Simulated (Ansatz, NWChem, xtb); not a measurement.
**Ligand exchange: KF + GaH(CH3)(NH2) → KNH2 + GaH(CH3)F**

Gas-phase species: KF, singlet; GaH(CH3)(NH2), singlet; KNH2 `[NH2][K]`, singlet; GaH(CH3)F, singlet. The partners trade F for NH2: K–F and Ga–NH2 bonds give way to K–NH2 and Ga–F.

Shapes, held fixed at every level: PBE0-D4/def2-TZVP. Programs: Ansatz 0.2.0, NWChem 7.3.0, xtb 6.7.1. A level may come from different programs for different species; with the same settings they agree closely. Electronic energies: no zero-point or thermal term.

```tsv
level	kind	ΔE (kJ/mol)	less CCSD(T)/def2-TZVPP
GFN1-xTB	semi-empirical	+79.9	-22.9
HF/def2-SVP	Hartree–Fock	+105.1	+2.3
SPW92/def2-TZVPP	LDA	+114.8	+12.0
PBE0/def2-SVP	global hybrid	+102.8	0.0
B3LYP-D4/def2-TZVPP	global hybrid	+109.0	+6.2
r2SCAN0-D4/def2-TZVPP	global hybrid	+110.1	+7.3
CCSD/def2-SVP	coupled cluster or CI	+105.8	+3.0
CCSD(T)/def2-TZVPP	coupled cluster or CI	+102.8	0.0
```

The highest level, CCSD(T)/def2-TZVPP, gives ΔE = +102.8 kJ/mol; the levels span +79.9 to +114.8. The column of differences is taken from that level and isn't an error. No measured value is set beside it here. Relativity is left out for Ga. Outer-core shells of Ga, K are correlated, in sets that cover them unevenly. Sets without diffuse functions underbind ionic bonds of s-block metals.

The exchange is clearly uphill at every level, so fluoride stays on potassium and amide on gallium. Both fluorides are strongly bound, but potassium loses more than gallium gains when the ligands trade places. In the nearly ionic potassium species, the much greater electron affinity of F than of NH2 counts almost in full, and the small fluoride ion also allows a close ion pair. The Ga–N bond is more covalent, and donation from the nitrogen lone pair into the formally empty Ga 4p orbital probably strengthens it further, narrowing gallium's preference for fluoride.

Hartree–Fock and CCSD in the same def2-SVP basis differ little, at +105.1 and +105.8 kJ/mol, which suggests that correlation contributions largely cancel between the two sides. The exact match of PBE0/def2-SVP with the highest level may owe something to compensating basis and functional errors, and doesn't rank that functional above the others. The preference applies to isolated monomers; in condensed phases, the KF lattice and amide or fluoride bridges between gallium centres would alter the balance.
